## Reading atoms from their charges: 1,2-difluoroethane

How much does the charge on an atom say about which atom it is? The molecule FCH₂–CH₂F has eight atoms of only three elements. Atoms 1 and 4 are fluorine, atoms 2 and 3 are carbon, and atoms 5 to 8 are hydrogen. Hydrogens 5 and 6 sit on carbon 2, and hydrogens 7 and 8 on carbon 3. The charges below have lost their labels, and the task is to give them back.

Hirshfeld atomic charges of neutral, singlet 1,2-difluoroethane (C2H4F2), computed with PySCF 2.14.0 using Kohn–Sham DFT with the LDA (SVWN) functional and the cc-pVTZ basis. The values come from a single-point calculation at the GFN2-xTB geometry. Candidates: 4, 5, 2, 1, 6, 8, 3, 7.

| row | hirshfeld charge (e) |
| --- | --- |
| A | 0.054 |
| B | 0.001 |
| C | 0.001 |
| D | -0.108 |
| E | 0.054 |
| F | -0.108 |
| G | 0.053 |
| H | 0.053 |

The row letters are only names: row C need not be carbon, nor row F fluorine.

### What the charge measures

A Hirshfeld charge comes from sharing out the electron density of the molecule. At each point in space, every atom receives a part in proportion to the density that its free, neutral atom would have there. The charge is the nuclear charge less the electrons collected in this way. Because free atoms set the shares, such charges are usually small, even in polar molecules. Their order is therefore a better guide than their size: a negative value marks an atom that has gained density from its neighbours.

### Fluorine first

Rows D and F, at -0.108 e, are the only negative ones. Fluorine is the most electronegative element and draws density from the carbon to which it is bound. The molecule has two fluorines, and there are two negative rows. The next level lies 0.109 e higher, so nothing else comes close.

### Carbon or hydrogen?

Six rows remain, and here a simple rule can mislead. Fluorine draws density from the carbon it is bound to, which suggests looking for carbon among the most positive rows. But those rows, A, E, G and H, form a group of four within 0.001 e of each other. Rows B and C stand apart, almost neutral at 0.001 e.

Four nearly equal values suit four hydrogens, each bound to a carbon that also carries one fluorine. Symmetry alone does not force this reading. The two halves of the molecule are related by a nearly exact twofold axis, so the atoms come in four pairs, and one pair of the positive rows could in principle be carbon. Two hydrogens on the same carbon would then differ by about 0.05 e, while one of them matched carbon almost exactly. Their bonding is too similar for that to be credible, so rows B and C are the carbons.

### Why carbon ends up neutral

Carbon stands between hydrogen and fluorine in electronegativity. It draws density from its two hydrogens and gives density to its fluorine. The carbon–carbon bond brings no net transfer, because its two ends are equivalent. The charge on carbon is thus a balance of gain and loss, and in this molecule the two nearly cancel.

A neutral carbon is therefore no sign of a nonpolar carbon–fluorine bond. Each CH₂ group as a whole carries 0.108 e, exactly what its fluorine has gained. In this way of sharing the density, about 99 % of the positive charge appears on the hydrogens, two bonds away from fluorine. It does not follow that fluorine has drawn mainly on the hydrogens. Even without fluorine, hydrogen on carbon is slightly positive and the carbon slightly negative.

The effect of fluorine is the change from that starting point. Chemists call it induction: an electronegative atom pulls on its neighbour, which in turn pulls harder on its own neighbours, and the effect weakens with each bond. Carbon should therefore change more than either of its hydrogens, even though it ends up neutral. Only ethane treated in the same way would show how much of the 0.05 e on each hydrogen is due to fluorine.

### A test with the dipole moment

The total charge can't check the assignment, since relabelling the rows leaves the sum unchanged. The dipole moment can, because it depends on where the charges sit. Let $q_i$ be the charge of atom $i$ and $y_i$ its coordinate along the twofold axis. Across the axis the contributions of the two halves cancel, and along it they add:

$$\mu = 4.803\sum_i q_i\,y_i ,$$

with $q_i$ in e, $y_i$ in Å and $\mu$ in debye. One half of the molecule holds one fluorine, one carbon and two hydrogens. As a trial, the slightly larger hydrogen charge goes to atoms 5 and 7:

$$\mu = 4.803\times 2\,[(-0.108)(-0.48)+0.001\times0.45+0.054\times0.20+0.053\times1.42]\approx 1.33 .$$

The calculation itself gives 2.131 D, so the point charges supply about 62 % of it. Nothing was fitted. The shortfall arises because a point charge treats each atom as if its density were centred on the nucleus. In the molecule the density of each atom is also distorted, and this adds a dipole that the charges do not contain.

With the charges of fluorine and carbon exchanged, the estimate drops to 0.36 D, and distortion within the atoms would have to supply most of the dipole. This supports the choice of fluorine without proving it. More direct evidence comes from the electrostatic potential on the molecular surface in the same calculation, which is most negative, about -0.85 V, beside atoms 1 and 4.

The dipole does not settle which rows are carbon and which are hydrogen. Carbon lies further along the axis than hydrogens 5 and 7, so exchanging their charges would even raise the estimate slightly. That part of the assignment rests on the likeness of the four hydrogens.

### Where the charges stop helping

Within each element the labels are harder to restore. The two fluorines are equivalent by symmetry, and so are the two carbons. No property of the isolated molecule could say which of rows D and F is atom 1, or which of rows B and C is atom 2.

The hydrogens are a different case, because they form two pairs that really do differ. Atoms 5 and 7 lie about 2.5 Å from the fluorine on the other carbon, atoms 6 and 8 about 3.3 Å. Yet rows A and E differ from rows G and H by a single unit in the last printed digit. Exchanging the two pairs changes the estimated dipole by only about 0.01 D, so it can't decide either. Which pair is which remains a guess.

### The labels

The rows with their labels:

| row | hirshfeld charge (e) | computed element |
| --- | --- | --- |
| 1 | -0.108 | F |
| 2 | 0.001 | C |
| 3 | 0.001 | C |
| 4 | -0.108 | F |
| 5 | 0.054 | H |
| 6 | 0.053 | H |
| 7 | 0.054 | H |
| 8 | 0.053 | H |

Rows D and F are the fluorines, atoms 4 and 1. Rows B and C are the carbons, atoms 3 and 2. Rows A and E turn out to be hydrogens 5 and 7, and rows G and H are hydrogens 8 and 6. All eight elements were assigned correctly, and the order of the hydrogen pairs could not have been deduced from these values.

The surface potential separates the hydrogens that the charges leave together. Beside atom 8 it reaches a maximum 0.18 V higher than beside atom 7, although both atoms are bound to the same carbon and lie about equally far from that carbon's fluorine. The potential at a point adds up the effect of every charge in the molecule, so a negative fluorine nearby lowers it. A Hirshfeld charge records only the density assigned to the atom itself. Two atoms can thus carry the same charge and still present different surfaces to an approaching molecule.

These distances, and the dipole with them, belong to one twisted shape of the molecule. Its fluorines are turned about 86° apart around the carbon–carbon bond, somewhat more than in the real gauche form, and no vibrational calculation shows that this shape is an energy minimum. In the anti form, with the fluorines on opposite sides, the dipole would vanish by symmetry, and all four hydrogens would be equivalent.

### Carrying the reasoning over

The balance at carbon shows how a related molecule should look. In ethane carbon only gains density from hydrogen, so it is slightly negative and the hydrogens are positive. One fluorine on each carbon brings it close to neutral, as here. Where two or three fluorines share a carbon, loss outweighs gain and the carbon becomes clearly positive, as the simple rule says. To place carbon in such a list of charges, one should therefore first count what is bound to it. These are expectations for Hirshfeld charges, since no related molecule was calculated here. Other ways of sharing the density can make even the carbon of 1,2-difluoroethane clearly positive, so it matters which kind of charge a list contains.

The printed results after this section give the gaps between the levels, the dipole estimates and the distances used here.

Numerical output:

```
Sum of all eight charges (e): 0
Gap between the fluorine and carbon levels (e): 0.109
Gap between the carbon level and the lowest hydrogen (e): 0.052
Spread among the four hydrogens (e): 0.001
Charge of one CH2 group (e): 0.108
Share of the positive charge assigned to hydrogen (percent): 99.07
Point-charge dipole with the right assignment (debye): 1.329
Point-charge dipole with F and C exchanged (debye): 0.3552
Change of that dipole when the two hydrogen pairs are exchanged (debye): 0.01172
Share of the computed dipole given by the point charges (percent): 62.36
Distance of H5 and H7 to the fluorine on the other carbon (angstrom): 2.49
Distance of H6 and H8 to the fluorine on the other carbon (angstrom): 3.286
Surface potential beside H8 less that beside H7 (V): 0.18
```
